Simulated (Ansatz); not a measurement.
**Ti₃O₄: energy along a strain**

Ti₃O₄, Cmmm, a = 5.826 Å, b = 8.061 Å, c = 2.969 Å (as given, not relaxed at this level: 0.0 GPa, forces to 0.02 eV/Å). The structure is a Materials Project entry; whether it is the stable form wasn't checked. Ansatz: PBEsol, PAW, 420 eV, Γ-centred 8×8×14 mesh on 7 atoms, Gaussian smearing 0.15 eV; no spin polarisation. Cell vectors (Å): 2.913 -4.030 0.000; 2.913 4.030 0.000; 0.000 0.000 2.969. The cell is strained by x per cent times the pattern (1 0 0 0 0 0) in the order xx yy zz yz xz xy (engineering shears), with fractional coordinates held. y is the free energy over the start, V0 = 9.959 Å³/atom. Points with a strain past 8.5 % were computed too (3) and aren't used here.

```tsv
x (%)	y (meV/atom)
-7.50	?
-5.00	29.72
-2.50	6.70
0.00	0.00
2.50	6.82
5.00	24.93
7.50	52.60
```

Question: Fit y = c1 x + c2 x² + c3 x³ to the other rows, get the stiffness along the pattern, and predict the missing energy.

Answer: Least squares on the rows shown. y = 0.12801 x + 1.0942 x² − 0.023586 x³. The clamped-ion stiffness p·C·p = 2 × 10.94 eV × 160.2 / 9.959 Å³ = 352 GPa, which is C11 in these axes (second derivative at the start, which stands under stress). At x = -7.50 the fit asked for gives 70.54 meV/atom. The run gave 72.13 meV/atom, so the fit is 1.59 meV/atom too low, 2.2 % of the span of the series, against an rms of 0.10 meV/atom on the fitted rows. The row lies outside the fitted range. With a term in x⁴ added, a fit to the same known rows predicts 72.38 meV/atom, so most of the miss is curvature that the known rows already hold.

Spin polarisation was left out, and a magnetic state may lie lower.

Compression along a costs more than equal extension at the larger strains, 29.72 against 24.93 meV/atom at 5 %, and the negative cubic term expresses this. The likely reason is short-range repulsion between overlapping Ti and O shells, which steepens quickly as contacts shorten, while bonding attraction weakens more gradually on stretching. The pair at 2.5 % breaks the pattern, with extension marginally dearer: there the linear and cubic terms of the fit nearly cancel, and the fit doesn't reproduce the small difference of 0.12 meV/atom, which is close to its rms.

The same steepening explains why the cubic fit falls short at -7.50 %. The improvement with a quartic term points to smooth higher-order anharmonicity rather than an abrupt structural or electronic change.

The 352 GPa describes the response of a frozen internal geometry with the lateral dimensions fixed. Letting the atoms relax within the strained cell can only lower this stiffness or leave it unchanged, so it is an upper bound on the relaxed-ion C11 for the same electronic state. A single axial strain doesn't establish elastic anisotropy or mechanical stability, which also depend on the shear and coupling constants.
